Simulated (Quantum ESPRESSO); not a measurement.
# Nickel moments and magnetic energies of rocksalt NiO under added and removed charge, at the PBE+U level

A spin model of doped or gated NiO can keep the nickel moment and the exchange energy of the neutral crystal, or let both depend on the carriers. The choice matters for hole-conducting oxide layers and for devices in which a gate is meant to act on magnetic order. The calculations that bear on it use PBE with U = 6 eV on Ni 3d and count charge from the neutral cell, with a uniform background as balance. The moment followed is the spin inside the nickel sphere, reached from a parallel start. The magnetic energy is that of the opposed order less that of the parallel order, per nickel atom, so a negative value favours the opposed order.

## Calculations

One system, NiO (rocksalt, Fm-3m), 2 atom(s) a primitive cell, from cells typed from measured lattice constants. Quantum ESPRESSO 7.5, plane waves with GBRV 1.5 PBE pseudopotentials, cutoff 544 eV, Fermi-Dirac smearing of 0.05 eV, k meshes whose coarsest spacing along a reciprocal vector is 0.26 1/Å over all runs (2π included). Functional: PBE with Hubbard U (eV) Ni 6 on orthogonalised atomic projectors; collinear spins, no spin-orbit coupling. Atoms stay at fixed fractions of the cell and the mesh divisions are held. At each point the moments on Ni are started parallel, opposed (signs +-, cell doubled at q = (0,0,1/2) of the reciprocal vectors) and without spin polarisation. Of the opposed order at the middle point, it reverses 6 of 12 magnetic neighbours at 2.95 Å and 6 of 6 magnetic neighbours at 4.18 Å. Runs that did not converge or carry a known fault are not listed.

Notes on method and selection:

- Each state is what a run reaches from typed starting moments; only a few collinear orders were started, so the lowest found need not be the ground state. Spin-orbit coupling is left out of these energies, which are free energies at the smearing width. A magnetic atom is one that was given a starting moment.
- Site moments count the spin inside each program's own atomic sphere, so they depend somewhat on its radius and leave out the spin between the spheres.
- Under a Hubbard U the orbital state was not searched.
- Quantum ESPRESSO sets the radius of an element's spheres to about 0.41 of its shortest distance to a neighbour.
- A measured moment is set beside the table only where the run ends ferromagnetic and the measured order is ferromagnetic too.
- Runs that did not converge, have known faults or may not be shown are not listed, and runs on Ansatz's PAW sets soft_1 and soft_2 are kept to separate tables.

Columns:

- added charge (e per magnetic atom): electrons added per magnetic atom (negative: removed), balanced by a uniform background.
- net moment (μB): net spin moment of that run per magnetic atom.
- moment, opposed (μB): largest site spin moment reached from the opposed start.
- character: metal or insulator in the run from the parallel start, judged by its smearing entropy or density of states at the Fermi energy (a gap under a few smearing widths counts as a metal).
- moment (μB): largest site spin moment reached from the parallel start.
- E(opposed) - E(parallel) (meV): energy of the run from the opposed start less that of the parallel start, per magnetic atom (positive: parallel is favoured); blank where a pattern was lost.

Input lines of one member:

```
&SYSTEM
  ecutwfc = 40
  ecutrho = 280
  nbnd = 20
  occupations = 'smearing'
  smearing = 'fd'
  degauss = 0.00367493
  nspin = 2
  starting_magnetization(1) = 0.1111
  starting_magnetization(2) = 0
/
&ELECTRONS
  conv_thr = 4d-09
  mixing_beta = 0.3
/
K_POINTS automatic
10 10 10 0 0 0
HUBBARD {ortho-atomic}
U Ni-3d 6.0000
```

Command (options for logging and memory left out): `pw.x -in pw.in`

## Results

```
member  added charge (e per magnetic atom)  net moment (μB)  moment, opposed (μB)  character  moment (μB)  E(opposed) - E(parallel) (meV)
−0.3 e  −0.3                                1.70             1.66                  metal      1.671        134.6
−0.2 e  −0.2                                1.80             1.66                  metal      1.691        56.8
−0.1 e  −0.1                                ?                1.67                  metal      ?            ?
+0 e    0.0                                 2.00             1.68                  insulator  1.730        −103.2
+0.1 e  0.1                                 1.90             1.60                  metal      1.640        −60.4
+0.2 e  0.2                                 1.80             1.52                  metal      1.549        −22.4
+0.3 e  0.3                                 1.70             1.43                  metal      1.459        12.1
```

Cells marked ? are withheld until the estimate has been made.

Least-squares fits to the members shown, with x = added charge (e per magnetic atom); R² and errors in the fitted variable (y, or ln y where the fit is in ln y):

```
y                               members  fit                              R²    rms residual  leave-one-out rms  the same for the mean of the others
moment (μB)                     6        y = 1.702 − 0.3577 x − 1.613 x²  0.97  0.017         0.035              0.11
E(opposed) - E(parallel) (meV)  6        y = −70.30 − 197.4 x + 1700 x²   0.94  19            40                 93
```

## Why the values move as they do

Among the members shown, the nickel moment is largest in the neutral cell, at 1.730 μB, and is lower on both sides, but the rates differ greatly. With 0.3 electrons added it changes by (1.459 − 1.730) / 0.3 = −0.90 μB per electron. With 0.3 removed it drops by only (1.730 − 1.671) / 0.3 = 0.20 μB per electron. The net moment, in contrast, falls by 0.30 μB in both cases, which is one μB per carrier.

The difference points to where the carriers go. Neutral NiO has two unpaired electrons per nickel, in the majority-spin $e_g$ states. An added electron has to enter the empty minority-spin $e_g$ states above the gap, and the upward jump of the Fermi energy at the first addition agrees with this. It therefore cancels spin mostly on nickel. A removed electron comes from majority-spin states at the top of the valence band, which have much oxygen 2p character. Most of the lost spin is then missing outside the nickel sphere, and the small oxygen moment shrinks until it is slightly opposed to that of nickel.

The magnetic energy starts at −103.2 meV in the neutral cell, as expected from superexchange through oxygen: the opposed order reverses all six nickel neighbours at 4.18 Å. Carriers of either sign work against it. The energy rises by (134.6 + 103.2) / 0.3 = 793 meV per removed electron and by (12.1 + 103.2) / 0.3 = 384 meV per added one. Mobile carriers gain band energy when neighbouring moments are parallel. Holes on oxygen, with their spin coupled against the nickel on either side, would align those nickel moments further, a likely reason for the steeper rise.

A spin model with fixed exchange thus fails for both signs of charge, while a fixed nickel moment is tolerable for holes only. These cells spread each carrier evenly over all nickel atoms, whereas holes in real NiO tend to localise, so the switch to parallel order should not be carried over directly to doped samples.

## Blind estimate

Plain estimates from the members shown:

- −0.1 e, fit at x = −0.1: 1.722 μB
- −0.1 e, straight-line interpolation between −0.2 e and +0 e: w = (−0.1 − (−0.2)) / (0.0 − (−0.2)) = 0.500, so 1.691 + 0.500 × (1.730 − 1.691) = 1.711 μB

The straight line between −0.2 e and the neutral cell is the better of the two plain estimates. The quadratic fit rounds off the kink at zero charge, where the carriers change from oxygen-rich valence states to nickel $e_g$ states. It gives 1.702 μB for the neutral cell against the calculated 1.730 μB, and its value of 1.722 μB at −0.1 e suffers from the same defect.

On the hole side the moment changes by 1.691 − 1.671 = 0.020 μB over the outer step of 0.1 e, and by (1.730 − 1.691) / 2 = 0.0195 μB per 0.1 e over the inner interval. The spin lost inside the nickel sphere per hole is therefore steady over these intervals, and no shift from the line is called for. The estimate is (1.691 + 1.730) / 2 = 1.7105 μB.

The same route can be tried on shown members. For −0.2 e, the line from −0.3 e to the neutral cell gives 1.671 + (0.1 / 0.3) × (1.730 − 1.671) = 1.691 μB, as calculated. For +0.1 e, the midpoint is (1.730 + 1.549) / 2 = 1.6395 μB against 1.640 μB, and for +0.2 e it is (1.640 + 1.459) / 2 = 1.5495 μB against 1.549 μB. These misses stay within 0.001 μB. Since only one of the three tests lies on the hole side, the error is set at twice that bound, 2 × 0.001 = 0.002 μB.

**Committed estimate, −0.1 e: moment = 1.711 ± 0.002 μB.**

## The answer

```
member  added charge (e per magnetic atom)  net moment (μB)  moment, opposed (μB)  character  moment (μB)  E(opposed) - E(parallel) (meV)
−0.1 e  −0.1                                1.90             1.67                  metal      1.711        −21.9
```

```
member  estimate       moment (μB)  computed  estimate − computed  miss in error bars
−0.1 e  committed      1.711        1.711     0.000                0.0
−0.1 e  fit            1.722        1.711     +0.011
−0.1 e  interpolation  1.711        1.711     0.000
```

The calculated moment at −0.1 e is 1.711 μB, equal to the estimate and well inside the error bar of 0.002 μB. The estimate was the straight-line interpolation without a shift, so it did no better than that plain route. The quadratic fit came out 0.011 μB too high, as expected from a smooth curve drawn across a kink.

The assumption of a steady loss per hole held: the three steps from the neutral cell to −0.3 e are 0.019, 0.020 and 0.020 μB. About a fifth of the spin lost with each hole is thus missing inside the nickel sphere, and the rest outside it. This agrees with holes of strong oxygen character. It is a division of spin, however, not of charge: the nickel and oxygen states can remix as electrons are removed, so the charge need not divide in the same ratio.

## Departures from the trend

Least-squares fits to the whole series, with x = added charge (e per magnetic atom); R² and errors in the fitted variable (y, or ln y where the fit is in ln y):

```
y                               members  fit                              R²    rms residual  leave-one-out rms  the same for the mean of the others
moment (μB)                     7        y = 1.699 − 0.3539 x − 1.575 x²  0.97  0.016         0.028              0.11
E(opposed) - E(parallel) (meV)  7        y = −66.97 − 201.6 x + 1659 x²   0.94  18            32                 85
```

Largest departures from the fit to the whole series:

```
member  moment (μB)  fit    computed − fit  in rms residuals
+0 e    1.730        1.699  +0.031          2.0
+0.2 e  1.549        1.565  −0.016          1.0
−0.2 e  1.691        1.707  −0.016          1.0
+0.3 e  1.459        1.451  +0.008          0.5
```

The neutral cell lies farthest from the quadratic fit, 0.031 μB above it or 2.0 rms residuals. The fault is in the shape of the fit. Carriers enter different bands on the two sides of the gap, so the slope changes abruptly at zero charge, and a parabola cuts off the peak. The members at −0.2 e and +0.2 e, both 0.016 μB below the curve, show the other side of the same misfit.

Two straight lines from the neutral cell to the end members remove these departures. At +0.2 e, for example, the line gives 1.730 − (0.2 / 0.3) × (1.730 − 1.459) = 1.549 μB, as calculated. The magnetic energy has its kink at the same place: the neutral cell lies at −103.2 meV where its fit gives −66.97 meV, which is 36 meV too high.

## Rules of thumb and their limits

Between −0.3 e and +0.3 e the nickel moment in the parallel order falls from 1.730 μB by 0.20 μB per hole or 0.90 μB per added electron. Lines drawn through the neutral and end members reproduce the four members between them to within 0.001 μB, against an rms error of 0.11 μB when each member is guessed from the mean of the others.

On the hole side the parallel order becomes the lower of the two at about 0.1 + 0.1 × 21.9 / (21.9 + 56.8) = 0.128 holes per nickel. With a nickel spacing of 2.95 Å, the volume per nickel is 2.95³ / √2 = 18.15 Å³, so this is 0.128 / 18.15 = 0.00705 Å⁻³, or about 7 × 10²¹ cm⁻³.

An important omission is carrier localisation with lattice distortion. An electron trapped on one nickel would lower that moment by roughly 1 μB and leave distant ones nearly unchanged, whereas the whole table spans only 1.730 − 1.459 = 0.271 μB.

[Logs are printed without paths, hosts, clocks, repeated set-up lines and the standing remarks that a program may print on its own settings, such as how far it seeks lower states.]
